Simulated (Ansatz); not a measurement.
## Swapping OH for Br on In: the atomisation energy

On one In centre, n of the OH ligands are replaced by Br. The atomisation energy (no zero-point term) y in kJ/mol at CCSD(T)/def2-TZVPP. Shapes, held fixed at every level: PBE0-D4/def2-TZVP. Flexible molecules stand in one conformer, not always the lowest. Programs: Ansatz 0.2.0.

| molecule | n | y (kJ/mol) |
| --- | --- | --- |
| In(OH)3 | 0 | 2235 |
| In(OH)2Br | 1 | 1774 |
| In(OH)Br2 | 2 | ? |
| InBr3 | 3 | 862 |

Q: Fit y = c + s·n to the known rows and predict In(OH)Br2.

A: 
1. Means of the 3 rows: n = 1.33333, y = 1623.7.
2. Σ(Δn)² = 4.6667, Σ(Δn·Δy) = -2134.7, so the slope is -2134.7/4.6667 = -457.43.
3. Intercept: 1623.7 − (-457.43) × 1.33333 = 2233.6. The largest residual of the fit is 2.2.
4. In(OH)Br2: 2233.6 + (-457.43) × 2 = 1319 kJ/mol.

The run gave 1322 kJ/mol, so the prediction is off by -3 kJ/mol, about the scatter of the fit. The steps are nearly additive. The slope is the difference between a In–Br and a In–OH bond with the ligands’ own bonds. Other levels give for In(OH)Br2: r2SCAN0-D4/def2-TZVPP 1329; B2PLYP/def2-TZVPP 1322; CCSD(T)/def2-SVP 1239 kJ/mol. Spin-orbit coupling of the free atoms (OH 0, Br 15 kJ/mol each; the atoms kept shift only the intercept) is left out. For atoms past krypton def2 sets carry core potentials with scalar relativity. Relativity is left out for Br unless named. Correlated rows may include outer-core shells of Br, In, which these sets cover unevenly.

Replacing OH by Br lowers the atomisation energy by nearly the same amount at each step, but this does not mean that In–Br is weaker than In–OH by the full slope. Complete atomisation also breaks the O–H bond within each hydroxide, a strong covalent bond with no counterpart in bromide, and this accounts for most of the decrease. The difference between the In–O and In–Br bonds themselves is a much smaller part.

Near additivity fits a series in which indium stays in oxidation state +III and forms three polar, largely localised σ bonds. The small departures from equal steps alternate in direction, so they give no evidence of progressive ligand cooperation; hydroxyl orientation probably contributes.

The low CCSD(T)/def2-SVP value of 1239 kJ/mol reflects how poorly a small basis recovers the correlation energy gained on bonding. The match between B2PLYP and CCSD(T) at 1322 kJ/mol does not establish basis-set convergence, since the two methods approach the limit at different rates.
